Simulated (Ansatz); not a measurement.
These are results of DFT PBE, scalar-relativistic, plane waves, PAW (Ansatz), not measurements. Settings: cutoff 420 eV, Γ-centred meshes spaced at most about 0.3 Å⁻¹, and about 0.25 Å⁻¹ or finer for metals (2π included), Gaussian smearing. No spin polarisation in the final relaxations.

All energies are static (0 K, no zero-point motion).

Two relaxed structures of Cd₄Te:

A.

Space group I4/m (No. 87). a = 7.608 Å, b = 7.608 Å, c = 4.377 Å, α = 90.00°, β = 90.00°, γ = 90.00°
```tsv
atom	site	symmetry	x	y	z
Cd	8h	m..	0.1911	0.6007	0.0000
Te	2a	4/m..	0.0000	0.0000	0.0000
```

B.

Space group Pm-3m (No. 221). a = 5.437 Å, b = 5.437 Å, c = 5.437 Å, α = 90.00°, β = 90.00°, γ = 90.00°
```json
{"atom": "Cd", "site": "1b", "symmetry": "m-3m", "x": "0.5000", "y": "0.5000", "z": "0.5000"}
{"atom": "Cd", "site": "3c", "symmetry": "4/mm.m", "x": "0.0000", "y": "0.5000", "z": "0.5000"}
{"atom": "Te", "site": "1a", "symmetry": "m-3m", "x": "0.0000", "y": "0.0000", "z": "0.0000"}
```

Problem. Which form is favoured at zero pressure, and by what margin per atom?

Solution. A is lower, by 225 meV/atom. A has Cd and Te ordered on fcc sites, space group I4/m (No. 87), 25.3 Å³/atom and no gap on its mesh; B has space group Pm-3m (No. 221), 32.1 Å³/atom and no gap. Counting Cd atoms around Te (those within 1.25 times the shortest such distance or 1.15 times the sum of covalent radii; a plus sign parts nearer from farther groups; the shortest distance is added where it is long for a bond), A has Te 12 and B has Te 12+8 from 3.8 Å. The denser one is the lower, and pressure would at first widen the difference. Even the lower one lies +0.06 eV/atom against the reference forms of the elements (uncorrected), so neither is stable at this level. Both come from invented guesses.

Spin–orbit coupling, which can matter for Te, is left out. Cells relaxed within their symmetry can be saddle points.

The 225 meV/atom preference for A probably reflects how poorly B accommodates both elements. In B the body-centre Cd sits inside an octahedron of face-centre Cd atoms at distances shorter than in Cd metal, while Te occupies an oversized cage whose nearest Cd atoms, at 3.8 Å, are far beyond a normal Cd–Te bond. Compressed Cd–Cd contacts thus coexist with underbonded Te, which also explains the large volume. A spreads the contacts more evenly, but even there the twelve Cd neighbours of Te lie well outside the usual bond length, so the strong, polar tetrahedral bonding of zinc-blende CdTe is lost.

The missing gap is expected from electron counting: Te can take up only two of the eight Cd valence s electrons, leaving the rest in Cd-derived metallic states. The positive energy of A fits the known chemistry, in which CdTe coexists with excess Cd. Because CdTe is itself bound relative to the elements, the driving force for A to decompose into CdTe and Cd should exceed the quoted +0.06 eV/atom.
